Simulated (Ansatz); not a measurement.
# YZn: the change of energy above lowest point and pressure with volume scale

Free energy against uniform scaling of the volume at fixed shape and fractions; periodic cell, basis, potentials, k mesh and filling as listed. The results are calculated, by Ansatz 0.2.0.

The cell before it is scaled or strained (space group Pm-3m, No. 221):
```
YZn
1.0
      3.5600     0.0000     0.0000
      0.0000     3.5600     0.0000
      0.0000     0.0000     3.5600
Y Zn
1 1
Direct
  0.00000 0.00000 0.00000
  0.50000 0.50000 0.50000
```

Settings of every row: functional PBEsol; dispersion none; potentials PAW; wave cutoff 500 eV; density cutoff 2000 eV; k mesh 7x7x7; k shift 0x0x0; occupations fermi dirac; smearing width 0.1 eV; spin none; SCF threshold exponent -8.

Limits: coarse k mesh, up to 40 meV an atom off; stress loosely converged.

```
row  volume scale  V (Å³/atom)  energy above lowest point (meV/atom)  pressure (GPa)
  1           0.9       20.303                                  24.1             5.5
  2         0.925       20.867                                   8.9            3.23
  3          0.95       21.431                                   1.1            1.22
  4         0.975       21.995                                     0           -0.55
  5             1       22.559                                   4.7           -2.11
  6         1.025       23.123                                  14.6           -3.48
  7          1.05       23.687                                     ?               ?
  8         1.075       24.251                                  47.4           -5.74
  9           1.1       24.815                                  69.3           -6.67
```

Question: what energy above lowest point and pressure should row 7 give?

Worked fit of energy above lowest point. Take u = (V_r/V)^(2/3) − 1 with V_r = 22.277 Å³ an atom, which is twice the finite (Eulerian) strain; such expansions in the strain, on which the Birch-Murnaghan equation of state is built, carry the rest volume and the bulk modulus. The shown rows have u = 0.06381, 0.04455, 0.02615, 0.00853, -0.00835, -0.02454, -0.05503, -0.0694. Least squares give energy above lowest point = 1.68 − 283.1 × u + 9956 × u² meV/atom; a straight line predicts inner rows, each left out in turn, worse (root mean square 16 against 0.049 meV/atom). The rows lie off it by -0.1, 0.1, 0.0, 0.0, 0.0, 0.0, 0.0, 0.0. Its lowest point lies at u = 0.0142, or V = 21.81 Å³ an atom, and the curvature there gives the bulk modulus at fixed shape and fractions, B = (4/9)(1 + u)² E″(u)/V = 66.9 GPa. The withheld row has u = -0.04009, so the fit gives 1.68 − 283.1 × (-0.04009) + 9956 × (-0.04009)² = 29.0 meV/atom.

The calculation gave 29 meV/atom. The fit meets it to the printed digit.

Worked fit of pressure. Take u = (V_r/V)^(2/3) − 1 with V_r = 22.277 Å³ an atom, which is twice the finite (Eulerian) strain; such expansions in the strain, on which the Birch-Murnaghan equation of state is built, carry the rest volume and the bulk modulus. The shown rows have u = 0.06381, 0.04455, 0.02615, 0.00853, -0.00835, -0.02454, -0.05503, -0.0694. Least squares give pressure = −1.353 + 92.31 × u + 232 × u² + 77 × u³ GPa; a parabola predicts inner rows, each left out in turn, worse (root mean square 0.0062 against 0.0036 GPa). All shown rows lie on it to the printed digit. The pressure vanishes at u = 0.0142, or V = 21.81 Å³ an atom, and there the bulk modulus at fixed shape and fractions is B = −V dP/dV = (2/3)(1 + u) dP/du = 66.9 GPa. The withheld row has u = -0.04009, so the fit gives −1.353 + 92.31 × (-0.04009) + 232 × (-0.04009)² + 77 × (-0.04009)³ = -4.69 GPa.

The calculation gave -4.69 GPa. The fit meets it to the printed digit.
